# Which atoms own the states on either side of the gap in GeSb₄Te₄

Whoever wants to tune this material by replacing one element must choose between Te on one side and Sb or Ge on the other. The choice depends on whether the filled or the empty states near the Fermi level are to be changed. The table shows which orbitals make up each group of states. It doesn't show what a replacement would do, but it tells where to look first.

Ansatz 0.2.0 calculation of GeSb₄Te₄ (9-atom cell, not relaxed) with PBE, PAW and plane waves up to 500 eV, scalar-relativistic without spin–orbit coupling. The k mesh is 9×9×2, with Gaussian smearing of 0.05 eV and no spin polarisation. States are counted in electrons per cell, and orbital shares come from Loewdin projections.

```csv
"bottom of the window, from the Fermi level (eV)",top of the window (eV),states in the window (per cell),share of the cell that they fill,share of Sb 5p,share of Te 5p,share of Te 5s,share of Ge 4p,share of Sb 5s
-25.17,-25.11,10.00,0.00,0.00,0.00,0.00,0.00,0.00
-13.23,-6.09,18.00,0.48,0.07,0.00,0.39,0.00,0.36
-5.66,-3.76,8.47,0.77,0.40,0.50,0.01,0.07,0.00
-3.76,-1.88,13.23,0.72,0.37,0.49,0.00,0.08,0.03
-1.20,0.00,3.89,0.60,0.28,0.55,0.00,0.00,0.08
-0.25,0.25,0.67,0.63,0.55,0.16,0.07,0.17,0.00
0.00,1.20,6.67,0.62,0.52,0.24,0.04,0.16,0.00
```

Each row is a window of energy, measured from the Fermi level. A printed zero can mean that an orbital is not among the four largest of its row; the output below restores such entries where they are known. The deepest row is the closed 3d shell of the single Ge atom, which has no column of its own. The next holds 18 states, two s electrons for each of nine atoms.

The story of the gap begins above this s block, where p orbitals of neighbouring atoms combine. Te is the more electronegative partner, so its 5p level lies deeper than Sb 5p and Ge 4p. A bonding combination leans towards the deeper level and its antibonding partner towards the higher one. The closer the two levels are, the more evenly both combinations are shared. Filled states should therefore lean to Te and empty ones to Sb and Ge, with neither side pure. Some Sb atoms also have other Sb atoms as their nearest neighbours. A bond between like atoms has no such lean, so it can put Sb 5p on both sides of the gap.

The table shows this pattern. From the last filled window to the first empty one, Te 5p falls from 0.55 to 0.24 and Sb 5p rises from 0.28 to 0.52. The size of the jump depends on how density is assigned to atoms: if space is cut into atomic cells, all Te together falls only from 0.57 to 0.42. The direction is the same. (The output numbers the atoms without naming them; the four with the largest shares in the filled p windows are taken as Te.)

Once the filled shares are known, a count of orbitals tells how strongly the empty states should lean on average. The four Te atoms offer 24 p places, both spins included, out of 54 in the cell; what the filled states don't use is left for the empty ones.

- The 30 electrons above the s block are on average half Te 5p, which takes 15 places. This gives the 4.4 states that fall between the windows the average share.
- The s block takes 18 × 0.072 ≈ 1.3 more, so about 7.6 Te places remain.
- The same count for Sb and Ge leaves about 23 places in all, so Te should have 7.6/23 ≈ 0.33 of the empty p character.

Without any preference Te would have 24/54 ≈ 0.44. The first empty window, which did not enter the estimate, has 0.26 when only p orbitals are counted. The count thus gets the direction right but leaves too much Te. It describes the whole empty p band, while the window covers only its lowest part; whether the missing Te sits higher up is not tested here.

Within the filled p bands the change is of another kind. Sb 5p shrinks towards the top. This is expected of bonds between unlike atoms: the most strongly bonding states lie deepest and are shared most evenly, while weakly bonding ones stay closer to pure Te 5p. Yet the atomic cells give Sb nearly the same total, 0.37 to 0.38, in all three windows. That steady total hides an exchange between two unequal pairs of Sb atoms: from the lowest window to the highest, one pair rises from 0.07 to 0.119 per atom and the other falls from 0.113 to 0.065. Sb 5s makes up part of the lost Sb 5p, growing from 0.01 to 0.08. Theory explains this growth as antibonding mixing: the filled s level below pushes p states of the neighbours up and leaves some s character in them. The shares prove the mixing but not its sign.

The share of the cell that the states fill fits this reading. It drops from 0.77 in the lowest filled p window to 0.60 in the highest, although the density is spread equally evenly over the atoms in both. The density is instead less even inside the atomic cells: per electron, its highest value outside the cores rises from 0.010 to 0.019 e/Å³, and this peak lies beside an Sb atom of the pair whose share grows. A lone pair mixed from Sb 5s and 5p could look like this, and nodes between atoms would also make the density less even, but the output shows neither directly.

The window from −0.25 to 0.25 eV breaks the order. It overlaps both neighbours, yet it has more Sb 5p (0.55) and less Te 5p (0.16) than either, so the states closest to the gap differ from the averages over the wider windows. By atomic cells it resembles the empty side: the second Sb pair has 0.146 per atom, against 0.148 above the gap and 0.065 below. Either most of its states are empty, or the highest filled ones already resemble the empty ones; the row can't tell which. The window contains only about 54 mesh states, many of them equivalent by symmetry, and its shares may shift on a denser mesh. Its states don't make the material a metal here, because the window reaches across a gap, about 0.1 eV wide on this mesh.

For the choice of element, the first place to look is Te for the filled states and Sb or Ge for the empty ones. Ge's share above the gap looks small only because the cell has one Ge atom: per atom, its 4p share of 0.16 is comparable with the average of 0.13 for Sb 5p. The two Sb pairs differ, with 0.086 and 0.148 per atom by atomic cells, so the choice of Sb site may matter too, although the output doesn't tell which pair forms the Sb–Sb bonds. Neither side is clear-cut: Sb holds more than a third of the filled states next to the gap, and Te, by atomic cells, holds 0.42 of the empty ones.

The open question is whether this division survives at the very edges of the gap. Spin–orbit coupling, absent here, typically shifts Sb and Te 5p bands by more than 0.1 eV and could close the gap or exchange the character of its edges. PBE also tends to make gaps too small, which matters when the gap is only about 0.1 eV. A calculation with spin–orbit coupling on a denser mesh is the first test, and a hybrid functional would be the next.

Output of the analysis:

```
Loewdin shares with omitted entries restored:
     row  Te 5p  Sb 5p  Sb 5p per atom  Ge 4p (one atom)  Te 5s  Sb 5s  Ge 4s where printed  states per eV
  -25.17      0      0               0                 0      0      0                    0          166.7
  -13.23  0.072   0.07          0.0175             0.017   0.39   0.36                0.085          2.521
   -5.66    0.5    0.4             0.1              0.07   0.01  0.013                    0          4.458
   -3.76   0.49   0.37          0.0925              0.08  0.018   0.03                    0          7.037
    -1.2   0.55   0.28            0.07             0.027  0.016   0.08                 0.04          3.242
   -0.25   0.16   0.55          0.1375              0.17   0.07  0.041                    0           1.34
     0.0   0.24   0.52            0.13              0.16   0.04  0.027                    0          5.558
Shares by atomic cells:
     row  all Sb  all Te  first Sb pair per atom  second Sb pair per atom  effective number of atoms  share of cell filled
  -25.17       0   0.002                       0                        0                      1.006                     0
  -13.23   0.414     0.5                   0.108                    0.099                      8.835                  0.48
   -5.66   0.366   0.578                    0.07                    0.113                      8.163                  0.77
   -3.76    0.38    0.55                   0.107                    0.083                      8.532                  0.72
    -1.2   0.368    0.57                   0.119                    0.065                      8.166                   0.6
   -0.25    0.49   0.384                   0.099                    0.146                      8.667                  0.63
     0.0   0.468   0.418                   0.086                    0.148                      8.545                  0.62
Filled p-band states that no window covers, per cell: 4.41
Mean Te 5p share of the filled p windows: 0.5024
Mean Sb 5p share of the filled p windows: 0.3662
Mean Ge 4p share of the filled p windows: 0.06863
Estimated Te part of the p places left empty: 0.3315
Estimated Sb part of the p places left empty: 0.5106
Estimated Ge part of the p places left empty: 0.1579
Computed Te part of the p character just above the gap: 0.2609
Computed Sb part of the p character just above the gap: 0.5652
Computed Ge part of the p character just above the gap: 0.1739
Share of p character in the s block: 0.159
Mesh states (k point and band) in the window across the gap, before symmetry: 54.27
```
